**QED counting, the Landé rule and singlet-triplet mixing in C²⁺**

The table holds excitation energies and first-order Breit and QED shares (cm⁻¹) of 19 levels of C²⁺ from CI on Dirac orbitals in exchange-only KLI potentials, with scaled Slater integrals and a P86 correlation estimate. The program fits a QED cost per lost 2s electron to the 2s2p and 2p² triplets, with a pure (M0) or 94% pure (M1) ground level, and applies it to all other terms. M1 matches the fitted triplets to about 0.1, while all n = 3 terms lie 1.8 to 5.1 above it; the greater density of the remaining 2s covers only part of this. Removing the Breit shares restores the Landé ratio in 2s2p, 2p² and 2s3d. The remaining offset of 2s3p ³P°₁, −0.70, is matched by a two-level shift of −0.82 from the nearby ¹P°₁, whose position above the triplet is an artefact of the calculation.

Energy levels of C²⁺ (closed core 1s²) from radial Dirac CI 1: relativistic CI on Dirac orbitals in exchange-only KLI potentials, optimised for each configuration, with zero-frequency Breit and model QED terms, valence Slater integrals scaled by 0.85 and a P86 correlation estimate. Excitation energies and the first-order Breit and QED shares are relative to 2s² ¹S₀.

## Program and output

```python
# C2+ levels: excitation, first-order Breit and QED shares (cm-1), radial Dirac CI, KLI orbitals, Slater x0.85, P86.
# Tested: QED share by 2s counting (plus mixing, screening); Lande rule with and without Breit; J=1 two-level shift.
T = {
    'level_configuration': ['2s 2p', '2s 2p', '2s 2p', '2s 2p', '2p2', '2p2', '2p2', '2p2', '2p2', '2s 3s', '2s 3s', '2s 3p', '2s 3p', '2s 3p', '2s 3p', '2s 3d', '2s 3d', '2s 3d', '2s 3d'],
    'level_term': ['3Po', '3Po', '3Po', '1Po', '3P', '3P', '3P', '1D', '1S', '3S', '1S', '3Po', '3Po', '3Po', '1Po', '3D', '3D', '3D', '1D'],
    'level_j': ['0', '1', '2', '1', '0', '1', '2', '2', '0', '1', '0', '0', '1', '2', '1', '1', '2', '3', '2'],
    'level_excitation': [52735.9, 52757.2, 52809.7, 103813.6, 138765.9, 138793.1, 138836.4, 149988.5, 184211.5, 237427.6, 245209.7, 259528.7, 259533.6, 259547.2, 259694.2, 269412.3, 269412.9, 269415.1, 276536.8],  # cm⁻¹
    'level_breit_share': [14.5, 2.3, -12.3, -4.2, 7.5, 2.2, -19.3, -12.9, 0.3, -18.6, -17.1, -15.0, -17.5, -20.8, -19.6, -22.0, -23.6, -24.6, -22.9],  # cm⁻¹
    'level_qed_share': [-11.1, -11.0, -10.8, -11.4, -23.9, -23.7, -23.5, -23.3, -22.4, -5.9, -6.2, -8.6, -8.5, -8.5, -9.2, -8.2, -8.2, -8.2, -8.4],  # cm⁻¹
    'ls_weight': [100, 100, 100, 100, 100, 100, 100, 98, 92, 98, 96, 99, 99, 99, 94, 99, 99, 99, 97],  # %
}
import numpy as np
from scipy import constants as sc
G = {}
for r in zip(*[T[k] for k in ('level_configuration', 'level_term', 'level_j', 'level_excitation', 'level_breit_share', 'level_qed_share', 'ls_weight')]):
    G.setdefault((r[0], r[1]), []).append([float(x) for x in r[2:]])
G = {k: np.array(v) for k, v in G.items()}
av = lambda k, i: np.average(G[k][:, i], weights=2*G[k][:, 0]+1)
B = {k: av(k, 2) for k in G}; Q = {k: av(k, 3) for k in G}; W = {k: av(k, 4) for k in G}
# typed from further outputs of the same run
w0, IE, IEm, zeta = 0.94, 46.70301, 47.88778, 53.71987
Q2p3s = (-20.51-3*20.37-5*20.09)/9; Q2p3p, Q4s, E4s = -22.76, -7.51, 309947.8
Q4p = (-8.25-3*8.24-5*8.22)/9
A22, A32, ap, Bq2, Bq3, Bqpp = 933.7294, 926.4504, 262.954, 276.5362, 58.0425, -267.6815
g21, g31 = 1.501016, 1.499491
n2s = lambda k: 0 if k[0] == '2p2' else 1
sp, pp, s3, p3, d3 = ('2s 2p', '3Po'), ('2p2', '3P'), ('2s 3s', '3S'), ('2s 3p', '3Po'), ('2s 3d', '3D')
def fit(n): # fitted on the two unmixed n=2 triplets only (same screening); all others are predictions
    x = np.array([n-1, n]); return -(x @ np.array([Q[sp], Q[pp]]))/(x @ x)
a0, a1 = fit(2), fit(2*w0)
print('all cm-1; floor 0.05 per share, up to 0.2 per Breit-free interval; weights +-0.5%')
print(f'QED per 2s, fit to n=2 triplets: M0 a={a0:.2f}, M1 (w={w0}) a={a1:.2f}')
print(f'QED ratio 2p2/2s2p {Q[pp]/Q[sp]:.3f}; M0 2, M1 {2*w0/(2*w0-1):.3f}')
print('term | mean Breit | mean QED | res M0 | res M1 | QED J-spread')
for k in G:
    print(f'{k[0]} {k[1]}: {B[k]:.2f} {Q[k]:.2f} {Q[k]+a0*(2-n2s(k)):+.2f} {Q[k]+a1*(2*w0-n2s(k)):+.2f} {np.ptp(G[k][:, 3]):.1f}')
print('singlet-triplet QED: table vs weight loss x guessed partner (+-1% weight)')
for s, t, qp in [(('2s 2p', '1Po'), sp, Q2p3s), (('2p2', '1D'), pp, Q[d3]), (('2s 3s', '1S'), s3, Q[pp]), (('2s 3p', '1Po'), p3, Q2p3s), (('2s 3d', '1D'), d3, Q[pp])]:
    print(f' {s[0]} {s[1]}: {Q[s]-Q[t]:+.2f} vs {(W[t]-W[s])/100*(qp-Q[t]):+.2f} +-{abs(qp-Q[t])/100:.2f}')
print(f" 2p2 1S: {Q[('2p2', '1S')]-Q[pp]:+.2f} vs 6% 2s2 {2*a1*(1-w0):+.2f}")
u, v1, v2 = Q[sp]-Q[pp], Q[s3]-Q2p3s, Q[p3]-Q2p3p
print(f'2s->2p QED step, spectator 2p {u:.2f}, 3s {v1:.2f}, 3p {v2:.2f}; ratios {v1/u:.3f} {v2/u:.3f}')
h2, h3 = 4*(A22-0.4*ap), 4*(A32-0.4*ap*Bq3/Bq2)
print(f'2s contact factor MHz: in 2s2p {h2:.0f}, in 2s3p {h3:.0f}, ratio {h3/h2:.3f}')
cm = sc.e/(sc.h*sc.c*100); ns = lambda E: (9*sc.Rydberg/100/(IE*cm-E))**0.5
n3, n4 = ns(av(s3, 1)), ns(E4s); r3, r4 = Q[s3]-Q[d3], Q4s-Q4p
print(f'plateau 3d {Q[d3]:.2f}, 4p {Q4p:.2f}; above 2s2p 3P by {Q[d3]-Q[sp]:.2f}; 3p-3d {Q[p3]-Q[d3]:+.2f}')
print(f's return 3s {r3:.2f}, 4s {r4:.2f}, ratio {r3/r4:.2f}; n* {n3:.2f} {n4:.2f}, cube {(n4/n3)**3:.2f}; integer n {(4/3)**3:.2f}')
R = {}
for k, L in [(sp, 1), (pp, 1), (p3, 1), (d3, 2)]:
    J, E, b = G[k][:, 0], G[k][:, 1], G[k][:, 2]
    d, d0 = np.diff(E), np.diff(E-b); A = d0.sum()/(J[1]+J[2]); Ar = d.sum()/(J[1]+J[2])
    X = J*(J+1)-L*(L+1)-2; f = 0.75*X*(X+1)-2*L*(L+1)
    m, dA, ss = np.linalg.solve(np.c_[np.ones(3), X/2, f/f[0]], b)
    R[k] = (A, d0[1]/d0[0], d0[0]-A*J[1], dA, ss, b[2]-b[0])
    print(f'{k[0]} {k[1]}: raw {d[0]:.1f}/{d[1]:.1f} ratio {d[1]/d[0]:.2f}; no Breit {d0[0]:.1f}/{d0[1]:.1f} ratio {R[k][1]:.2f}; Lande {J[2]/J[1]:.1f}')
    print(f'  mid level off Lande raw {d[0]-Ar*J[1]:+.2f}, no Breit {R[k][2]:+.2f}; A {A:.2f}, dA {dA:+.2f} ({100*dA/A:.0f}%), rank2 at low J {ss:+.2f}')
print(f'rank2 2p2/2s2p {R[pp][4]/R[sp][4]:.2f}; hfs quadrupole ratio {Bqpp/Bq2:.2f}')
print(f'Breit spread 2s2p {R[sp][5]:.1f}, 2s3p {R[p3][5]:.1f}, ratio {R[p3][5]/R[sp][5]:.3f}; A ratio {R[p3][0]/R[sp][0]:.3f}; r-3 ratio {Bq3/Bq2:.3f}')
E1 = G[('2s 3p', '1Po')][0, 1]; D = E1-G[p3][1, 1]; V0 = 2**0.5*R[p3][0]
mix = (g21-g31)/(g21-1); V = D*mix**0.5
print(f'2s3p 1P above 3P1 {D:.1f}, above 3P2 {E1-G[p3][2, 1]:.1f}; V0 {V0:.1f}, shift {-V0**2/D:+.2f} vs table {R[p3][2]:+.2f}')
print(f'mixing: model {100*(V0/D)**2:.2f}%, from g {100*mix:.2f}% (V {V:.1f}, {100*(V/V0-1):.0f}% vs V0)')
D2 = G[('2s 2p', '1Po')][0, 1]-G[sp][1, 1]
print(f'same shift in 2s2p {-2*R[sp][0]**2/D2:+.3f} (gap {D2:.0f}); 2A {2*R[sp][0]:.1f}, 2(A+dA) {2*(R[sp][0]+R[sp][3]):.1f}, run zeta {zeta:.1f}')
print(f"Breit means: 2p2 3P/2s2p 3P {B[pp]/B[sp]:.2f}; 1D-3P {B[('2p2', '1D')]-B[pp]:+.1f}, 1S-3P {B[('2p2', '1S')]-B[pp]:+.1f}")
print(f"IE deficit {(IEm-IE)*cm:.0f}; largest share {max(abs(x) for x in T['level_breit_share']+T['level_qed_share']):.1f}")
assert abs(R[sp][1]-2) < 0.1 and abs(R[pp][1]-2) < 0.1 and R[p3][2] < -0.3
assert R[sp][4] > 0 > R[pp][4]
assert 2.05 < Q[pp]/Q[sp] < 2.3
assert all(Q[sp] < Q[k] < 0 for k in G if '3' in k[0])
```

It prints:

```
all cm-1; floor 0.05 per share, up to 0.2 per Breit-free interval; weights +-0.5%
QED per 2s, fit to n=2 triplets: M0 a=11.62, M1 (w=0.94) a=12.53
QED ratio 2p2/2s2p 2.166; M0 2, M1 2.136
term | mean Breit | mean QED | res M0 | res M1 | QED J-spread
2s 2p 3Po: -4.46 -10.90 +0.72 +0.12 0.3
2s 2p 1Po: -4.20 -11.40 +0.22 -0.38 0.0
2p2 3P: -9.16 -23.61 -0.36 -0.06 0.4
2p2 1D: -12.90 -23.30 -0.05 +0.25 0.0
2p2 1S: 0.30 -22.40 +0.85 +1.15 0.0
2s 3s 3S: -18.60 -5.90 +5.72 +5.12 0.0
2s 3s 1S: -17.10 -6.20 +5.42 +4.82 0.0
2s 3p 3Po: -19.06 -8.51 +3.11 +2.51 0.1
2s 3p 1Po: -19.60 -9.20 +2.42 +1.82 0.0
2s 3d 3D: -23.75 -8.20 +3.42 +2.82 0.0
2s 3d 1D: -22.90 -8.40 +3.22 +2.62 0.0
singlet-triplet QED: table vs weight loss x guessed partner (+-1% weight)
 2s 2p 1Po: -0.50 vs -0.00 +-0.09
 2p2 1D: +0.31 vs +0.31 +-0.15
 2s 3s 1S: -0.30 vs -0.35 +-0.18
 2s 3p 1Po: -0.69 vs -0.59 +-0.12
 2s 3d 1D: -0.20 vs -0.31 +-0.15
 2p2 1S: +1.21 vs 6% 2s2 +1.50
2s->2p QED step, spectator 2p 12.71, 3s 14.33, 3p 14.25; ratios 1.127 1.121
2s contact factor MHz: in 2s2p 3314, in 2s3p 3617, ratio 1.092
plateau 3d -8.20, 4p -8.23; above 2s2p 3P by 2.70; 3p-3d -0.31
s return 3s 2.30, 4s 0.72, ratio 3.19; n* 2.66 3.85, cube 3.01; integer n 2.37
2s 2p 3Po: raw 21.3/52.5 ratio 2.46; no Breit 33.5/67.1 ratio 2.00; Lande 2.0
  mid level off Lande raw -3.30, no Breit -0.03; A 33.53, dA -8.12 (-24%), rank2 at low J +2.72
2p2 3P: raw 27.2/43.3 ratio 1.59; no Breit 32.5/64.8 ratio 1.99; Lande 2.0
  mid level off Lande raw +3.70, no Breit +0.07; A 32.43, dA -9.84 (-30%), rank2 at low J -3.03
2s 3p 3Po: raw 4.9/13.6 ratio 2.78; no Breit 7.4/16.9 ratio 2.28; Lande 2.0
  mid level off Lande raw -1.27, no Breit -0.70; A 8.10, dA -1.79 (-22%), rank2 at low J +0.47
2s 3d 3D: raw 0.6/2.2 ratio 3.67; no Breit 2.2/3.2 ratio 1.45; Lande 1.5
  mid level off Lande raw -0.52, no Breit +0.04; A 1.08, dA -0.47 (-44%), rank2 at low J +0.33
rank2 2p2/2s2p -1.11; hfs quadrupole ratio -0.97
Breit spread 2s2p -26.8, 2s3p -5.8, ratio 0.216; A ratio 0.242; r-3 ratio 0.210
2s3p 1P above 3P1 160.6, above 3P2 147.0; V0 11.5, shift -0.82 vs table -0.70
mixing: model 0.51%, from g 0.30% (V 8.9, -23% vs V0)
same shift in 2s2p -0.044 (gap 51056); 2A 67.1, 2(A+dA) 50.8, run zeta 53.7
Breit means: 2p2 3P/2s2p 3P 2.05; 1D-3P -3.7, 1S-3P +9.5
IE deficit 9556; largest share 24.6
```
